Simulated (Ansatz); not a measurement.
**A small benchmark: atomisation enthalpy at 298 K**

6 molecules with oxygen; the atomisation enthalpy at 298 K in kJ/mol, computed less measured. Shapes, held fixed at every level: PBE0-D4/def2-TZVP. Flexible molecules stand in one conformer, not always the lowest. Thermal terms are harmonic and unscaled (PBE0-D4/def2-TZVP); the spin-orbit lowering of the free atoms is taken from their spectra. Programs: Ansatz 0.2.0. Measured values: CRC Handbook of Chemistry and Physics, NIST-JANAF tables.

Levels: A = HF/def2-TZVPP; B = r2SCAN0-D4/def2-TZVPP; C = CCSD(T)/def2-TZVPP.

| molecule | from tabulated heats | A | B | C |
| --- | --- | --- | --- | --- |
| B(OH)O (oxoborinic acid) | 1847 | -582 | -67 | -76 |
| SClO2F (sulfuryl chloride fluoride) | 1533 | -859 | -81 | -113 |
| C2H3IO (acetyl iodide) | 2570 | -837 | -53 | -81 |
| C2H6OS (dimethyl sulfoxide) | 3419 | -1073 | -53 | -113 |
| C3H4F4O (2,2,3,3-tetrafluoro-1-propanol) | 4651 | -1495 | -102 | -127 |
| C3H8O (methoxyethane) | 4360 | -1188 | -52 | -103 |

Task: Which level does best on this set, which worst, and which err to one side?

Result: 
| level | kind | mean error | mean absolute error | worst case |
| --- | --- | --- | --- | --- |
| HF/def2-TZVPP | Hartree–Fock | -1005.7 | 1005.7 | C3H4F4O |
| r2SCAN0-D4/def2-TZVPP | global hybrid | -68.0 | 68.0 | C3H4F4O |
| CCSD(T)/def2-TZVPP | coupled cluster or CI | -102.2 | 102.2 | C3H4F4O |

On this set r2SCAN0-D4/def2-TZVPP has the smallest mean absolute error and HF/def2-TZVPP the largest. HF/def2-TZVPP is too low in 6 of 6; r2SCAN0-D4/def2-TZVPP is too low in 6 of 6; CCSD(T)/def2-TZVPP is too low in 6 of 6. The heats of C2H3IO, C3H4F4O come from older tables and can be uncertain by 10 kJ/mol or more. The molecules' own spin-orbit binding is left out, so errors for heavy halides read too negative. The tabulated values of B(OH)O, SClO2F are in doubt (older tables, estimates, or at odds with other calculations) and kept here. Over the 4 molecules whose values aren't doubted the mean absolute errors are A 1148.2; B 65.0; C 106.0. For HF/def2-TZVPP the error grows with the size of the molecule. Hartree–Fock lacks correlation and underbinds. Correlated wave functions converge slowly with the basis. For atoms past krypton def2 sets carry core potentials with scalar relativity. Outer-core shells of I are correlated, in sets that cover them unevenly. The set is small.

Electron correlation supplies a large part of the binding here: atomisation turns paired bonding electrons into separated, often high-spin atoms, where less correlation energy is available. Size alone doesn't set the Hartree–Fock error. Methoxyethane and tetrafluoropropanol have equally many atoms, yet the errors are -1188 and -1495 kJ/mol, a gap far beyond the uncertainty of the heats. The fluorine lone pairs, crowded close to the C–F bonds, probably account for much of it.

Coupled cluster recovers most of the missing binding but stays behind the hybrid in every row, the reverse of the order expected near the basis-set limit. The likely cause is the triple-zeta basis, which describes the cusp where two electrons meet poorly and loses more correlation energy in the molecule than in the atoms. The hybrid, whose correlation comes from a density functional, is less exposed to this. Its lead is therefore one of method and basis together, not evidence of a better treatment of correlation, and needn't carry over to reaction energies, where errors of one sign partly cancel.
